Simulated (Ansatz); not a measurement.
## AgO3: the change of pressure with volume per atom

Equation of state of a cubic crystal from periodic Kohn-Sham density functional theory without spin; pressure corrected for the finite basis. The results are calculated, by Ansatz 0.2.0 development build.

Cell of the first row (space group Pm-3m, No. 221):
```
AgO3
1.0
      3.9425     0.0000     0.0000
      0.0000     3.9425     0.0000
      0.0000     0.0000     3.9425
Ag O
1 3
Direct
  0.00000 0.00000 0.00000
  0.50000 0.00000 0.00000
  0.00000 0.50000 0.00000
  0.00000 0.00000 0.50000
```

Settings of every row: formula AgO3; structure type ReO3; functional PBE; spin treatment none; k mesh 27x27x27; occupation method fermi-dirac; occupation width 0.061225619 eV; wave cutoff 420 eV; datasets soft-1 PAW; density cutoff ratio 4.

Limits: a cubic model structure, not a phase known at ambient conditions; no spin polarisation, a magnetic state may lie lower.

```
row  volume per atom (Å³)  pressure (GPa)  energy above lowest point (meV/atom)
  1                 15.32           5.828                                 16.97
  2                15.646           3.676                                  7.34
  3                15.972           1.767                                  1.84
  4                16.297               ?                                     ?
  5                16.623          -1.433                                  1.42
  6                16.949          -2.769                                  5.72
  7                17.275          -3.954                                 12.58
```

Question: what pressure should row 4 give?

Worked fit of pressure. Take u = (V_r/V)^(2/3) − 1 with V_r = 16.297 Å³ an atom, which is twice the finite (Eulerian) strain; such expansions in the strain, on which the Birch-Murnaghan equation of state is built, carry the rest volume and the bulk modulus. The shown rows have u = 0.04208, 0.02755, 0.01352, -0.01312, -0.02581, -0.03811. Least squares give pressure = 0.0743 + 119.867 × u + 385.41 × u² + 362 × u³ GPa; a parabola predicts inner rows, each left out in turn, worse (root mean square 0.008 against 0.0012 GPa). The rows lie off it by 0.000, -0.001, 0.001, 0.000, 0.000, 0.000. The pressure vanishes at u = -0.0006, or V = 16.31 Å³ an atom, and there the bulk modulus at fixed shape and fractions is B = −V dP/dV = (2/3)(1 + u) dP/du = 79.5 GPa. The withheld row has u = 0, so the fit gives 0.0743 + 119.867 × (0) + 385.41 × (0)² + 362 × (0)³ = 0.074 GPa.

The calculation gave 0.072 GPa. The fit lies 0.002 GPa (2.8 % of the value, 0.02 % of the column's range) above it; its largest miss of a shown row is 0.001 GPa.

The other values of row 4: energy above lowest point 0 meV/atom.
